Titanium atoms can be rearranged at nearly constant density for a few tenths of an electronvolt per atom. Opening the structure up can cost about an electronvolt, some forty times the thermal energy at room temperature. Is the lost density enough to tell how much a loose structure costs? Three loose structures, their energies hidden for now, put this to the test.

Titanium structures, with cell and atoms relaxed at zero pressure within the symmetry of the starting structure. Energies are per atom, relative to the lowest structure in the table, and leave out zero-point motion. Computed with Ansatz 0.2.0 using scalar-relativistic plane-wave PAW DFT, the PBEsol functional and a 420 eV wave cutoff.

| found from | space group number | atoms in cell | volume per atom (Å³) | over lowest (meV/atom) |
| --- | --- | --- | --- | --- |
| database cell | 191 | 3 | 16.47 | 0.0 |
| database cell | 194 | 2 | 16.72 | 14.0 |
| Sm type | 166 | 3 | 16.76 | 40.0 |
| La type | 194 | 4 | 16.81 | 59.0 |
| database cell | 225 | 1 | 16.68 | 70.0 |
| database cell | 229 | 1 | 16.53 | 118.0 |
| changed type | 69 | 2 | 16.81 | 166.0 |
| W type | 223 | 8 | 16.67 | 202.0 |
| changed type | 69 | 2 | 17.81 | 241.0 |
| Sn type | 191 | 1 | 16.89 | 367.0 |
| Sn type | 141 | 2 | 16.65 | 434.0 |
| Ca type | 221 | 1 | 17.46 | 855.0 |
| changed type | 166 | 12 | 19.45 | 902.0 |
| changed type | 194 | 4 | 18.68 | ? |
| changed type | 191 | 2 | 22.57 | ? |
| Si type | 227 | 2 | 20.98 | ? |

The space group number gives the symmetry, and the last column is the energy above the lowest structure. At the top stands omega (191, three atoms in the cell), with hcp (194, two atoms) only 14 meV per atom higher. Real titanium is hcp at ambient conditions. Semilocal functionals like the one used here often put omega slightly lower at zero temperature, and atomic vibrations, which are left out, favour hcp on warming. The PAW datasets were made for PBE rather than PBEsol, which may also shift such small differences.

The next stretch, from hcp through the Sm and La types to fcc (225), keeps twelve nearest neighbours around every atom and changes only the stacking of the layers. The energy climbs by 56 meV per atom as hexagonal stacking gives way to cubic. The volume hardly moves, so lost density cannot be the reason. Standard theory traces such small differences to the shape of the d band: titanium fills only its lower part, and at this filling hexagonal stacking gives the occupied states a slightly lower average energy.

Further down, from bcc (229) to the two Sn types, the neighbours themselves are rearranged. Some labels need care: the W type (223) is the beta-tungsten structure, not bcc, and the two Sn types are simple hexagonal (191) and beta-tin (141). Rows marked "changed type" ended in structures that have not been identified. The cost reaches 434 meV per atom, still at less than 17 Å³ per atom. Bcc is even denser than hcp, yet lies higher. Its cell is held in place by symmetry; in the real metal, vibrations stabilise it at high temperature. Among dense structures, then, volume is a poor guide.

The three loosest known rows give density more of a say, but not a simple one. The 166 cell with twelve atoms is the loosest and the highest, at 902 meV per atom. Simple cubic (221, labelled Ca type) almost matches it at 855, although it is much denser. The looser of the two 69 cells costs only 241. A regular lattice with six neighbours evidently pays for more than its volume.

A simple model makes the role of density explicit. If an atom's binding is proportional to the number of atoms within a fixed distance, it is roughly proportional to the density, $1/V$, where $V$ is the volume per atom. The energy above the lowest structure should then rise in a straight line with the lost density,

$$E = E_0 + D\,x,\qquad x = 1-\frac{V_\mathrm{hcp}}{V}.$$

Fitted to the thirteen known rows, $D$ is 5.4 ± 1.4 eV and $E_0$ is 0.17 eV, an average charge for less favourable arrangements. Each per cent of lost density thus costs roughly 50 meV per atom. The slope rests mostly on the single 166 row with twelve atoms.

For the 194 cell with four atoms the line gives 0.74 ± 0.24 eV per atom. For the 191 cell with two atoms it gives 1.57 ± 0.40 eV. The bars are one standard error, and the second is wider because that cell is looser than any structure in the fit. Neither final structure has been identified, so these forecasts use the volume alone.

Diamond (227, labelled Si type) can be worked in full. Its lost density is $x = 1-16.72/20.98 = 0.203$, so the line gives $0.171 + 5.393\times0.203 = 1.27$ eV. But diamond resembles simple cubic: it has few neighbours, and symmetry fixes its atoms so that they cannot shift towards better bonds. Simple cubic lies 0.455 eV above the line, and adding the same surcharge gives a forecast of 1.72 ± 0.39 eV.

A different rule lets the binding grow as the square root of the number of neighbours, because each bond weakens when an atom has many. Scaled to fcc and simple cubic, it gives only 1.20 eV for diamond. The surcharged value remains the forecast. Its range overlaps that of the 191 cell, so the forecasts do not settle which of the two is higher.

The withheld rows as computed:

| found from | space group number | atoms in cell | volume per atom (Å³) | over lowest (meV/atom) |
| --- | --- | --- | --- | --- |
| changed type | 194 | 4 | 18.68 | 1002.0 |
| changed type | 191 | 2 | 22.57 | 1503.0 |
| Si type | 227 | 2 | 20.98 | 2407.0 |

The first table runs from low to high energy, so the places of the hidden rows gave away their order and showed that all three lie above 0.9 eV; the forecasts made no use of either. The 191 cell is a hit: the line is only 0.07 eV too high. That is much closer than its error bar promised, so some luck is involved. The 194 cell comes out at 1.00 eV, which puts the forecast 0.27 eV too low, just outside its bar. It also lies above the looser 166 cell with twelve atoms, so volume fails to order even these two open structures.

Diamond is a clear miss. It costs 2.41 eV per atom, 0.69 eV more than forecast. The surcharge pointed the right way but covered less than half of what the density line lacked. The square-root rule did worse and found only half of the computed energy.

The comparison with the 191 cell shows what went wrong. Diamond is the denser of the two, yet it lies 0.9 eV higher. Volume counts all the space in a crystal, whereas bonding depends on how many atoms are close and in which directions. The 191 cell may consist of honeycomb sheets stacked directly on one another. Each atom would then have about five close neighbours, with much of the volume in empty channels, but this is a guess from its symmetry and volume.

Diamond leaves each atom with four neighbours. Going from the twelve of fcc to the six of simple cubic costs about 0.8 eV per atom; losing two more costs about 1.6 eV. The remaining bonds do shorten: the volumes imply nearest distances of about 2.9, 2.6 and 2.4 Å along this series. Shorter bonds are normally stronger, but here they fall far short of replacing the lost ones.

The square-root rule expects the opposite pattern, with the last two neighbours costing less than the first six. Used with neighbour counts alone, it ignores the change in bond length. It also follows only the width of the d band and assumes that the band keeps its shape. In theory the shape also matters, because it depends on the angles between bonds, and these change from right and straight angles in simple cubic to tetrahedral ones in diamond. That this change makes diamond so costly is plausible but untested here. Magnetism is another open point: the six lowest structures were computed without spin polarisation. If the open ones were too, any magnetic moments they would form are missing, and these could lower their cost.

For a loose titanium structure, lost density gives only a first estimate, which for diamond is wrong by more than an electronvolt. Where the atomic positions are known, a small number of close neighbours is a warning that the cost may be higher: simple cubic and diamond, with six and four, both lie well above the density line. The output below gives the fit and each miss.

The analysis program printed:

```
fit of E on 13 rows: constant 171 +/- 62, coefficient of x 5393 +/- 1391; rms 188, worst Ca type -455, leave-one-out rms 214
  rows outside the fit (model, value, miss): changed type 736.9, 1002, -265; changed type 1569, 1503, 65.9; Si type 1266, 2407, -1141
highest energy among rows below 17 Å³ per atom, meV/atom: 434
fcc above hcp, meV/atom: 56
simple cubic above the density line, meV/atom: 455.4
share of the 166/12 row in fixing its own fitted value (1 is full): 0.7695
forecast 194/4, meV/atom: 736.9
error bar 194/4, meV/atom: 244.8
forecast 191/2, meV/atom: 1569
error bar 191/2, meV/atom: 397.4
forecast diamond with the simple-cubic excess, meV/atom: 1722
error bar diamond, meV/atom: 391.9
rival for diamond, square-root bond rule, meV/atom: 1203
rival for 191/2, line in volume, meV/atom: 1816
miss of the diamond forecast (forecast less computed), meV/atom: -685.5
miss of the square-root rule for diamond, meV/atom: -1204
miss of the line in volume for 191/2, meV/atom: 313.3
```
